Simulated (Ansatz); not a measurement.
A series in volume scale on W

Results calculated with Ansatz 0.2.0, not measured. Periodic Kohn-Sham DFT of a crystal at fixed atoms, scaled to volume_scale times the given cell; pressure positive in compression, energy less spherical unpolarised free atoms, largest_vzz the field gradient of largest size among the nuclei.

The cell before it is scaled or strained (space group Fm-3m, No. 225):
```
CELL_PARAMETERS angstrom
0.00000 2.03000 2.03000
2.03000 0.00000 2.03000
2.03000 2.03000 0.00000
ATOMIC_POSITIONS crystal
W 0.00000 0.00000 0.00000
```

Settings of every row: method all-electron LAPW; functional PBEsol; relativity scalar; k mesh 14x14x14; filling fermi-dirac; smearing width 0.05 eV; basis error target 1 meV/atom; nucleus gaussian.

Atom start moment: 0 on all atoms.

Limits: no spin-orbit coupling on heavy atoms.

| row | volume scale | V (Å³/atom) | pressure (GPa) | energy less free atoms (eV/atom) |
| --- | --- | --- | --- | --- |
| 1 | 0.94 | 15.727 | 5.083 | -11.7796 |
| 2 | 0.96 | 16.062 | -1.411 | -11.7833 |
| 3 | 0.98 | 16.396 | -7.256 | -11.7741 |
| 4 | 0.99 | 16.564 | -9.956 | -11.7651 |
| 5 | 1 | 16.731 | -12.517 | -11.7534 |
| 6 | 1.01 | 16.898 | -14.946 | -11.739 |
| 7 | 1.02 | 17.065 | -17.246 | -11.7222 |
| 8 | 1.04 | 17.4 | ? | ? |
| 9 | 1.06 | 17.735 | -25.281 | -11.6327 |

Question: what pressure and energy less free atoms should row 8 give?

Worked fit of pressure. Take u = (V_r/V)^(2/3) − 1 with V_r = 16.648 Å³ an atom, which is twice the finite (Eulerian) strain; such expansions in the strain, on which the Birch-Murnaghan equation of state is built, carry the rest volume and the bulk modulus. The shown rows have u = 0.03867, 0.02418, 0.01022, 0.00338, -0.00331, -0.00989, -0.01636, -0.04129. Least squares give pressure = −11.2661 + 382.444 × u + 1042.01 × u² GPa; a straight line predicts inner rows, each left out in turn, worse (root mean square 0.5 against 0.0052 GPa). The rows lie off it by 0.002, -0.002, -0.007, 0.006, 0.004, 0.001, -0.002, 0.000 (root mean square 0.0038 GPa). The pressure vanishes at u = 0.0274, or V = 15.99 Å³ an atom, and there the bulk modulus at fixed shape and fractions is B = −V dP/dV = (2/3)(1 + u) dP/du = 301 GPa. The withheld row has u = -0.02902, so the fit gives −11.2661 + 382.444 × (-0.02902) + 1042.01 × (-0.02902)² = -21.487 GPa.

The calculation gave -21.486 GPa. The fit lies 0.001 GPa (0.0033 % of the column's range) below it, one unit of the last digit.

Worked fit of energy less free atoms. Take u = (V_r/V)^(2/3) − 1 with V_r = 16.648 Å³ an atom, which is twice the finite (Eulerian) strain; such expansions in the strain, on which the Birch-Murnaghan equation of state is built, carry the rest volume and the bulk modulus. The shown rows have u = 0.03867, 0.02418, 0.01022, 0.00338, -0.00331, -0.00989, -0.01636, -0.04129. Least squares give energy less free atoms = −11.75951 − 1.7542 × u + 31.909 × u² eV/atom; a straight line predicts inner rows, each left out in turn, worse (root mean square 0.015 against 5.3e-05 eV/atom). The rows lie off it by 0.0000, 0.0000, 0.0000, 0.0000, 0.0000, 0.0000, 0.0001, 0.0000. Its lowest point lies at u = 0.0275, or V = 15.98 Å³ an atom, and the curvature there gives the bulk modulus at fixed shape and fractions, B = (4/9)(1 + u)² E″(u)/V = 300 GPa. The withheld row has u = -0.02902, so the fit gives −11.75951 − 1.7542 × (-0.02902) + 31.909 × (-0.02902)² = -11.6817 eV/atom.

The calculation gave -11.6816 eV/atom. The fit lies 0.0001 eV/atom (0.066 % of the column's range) below it, one unit of the last digit.
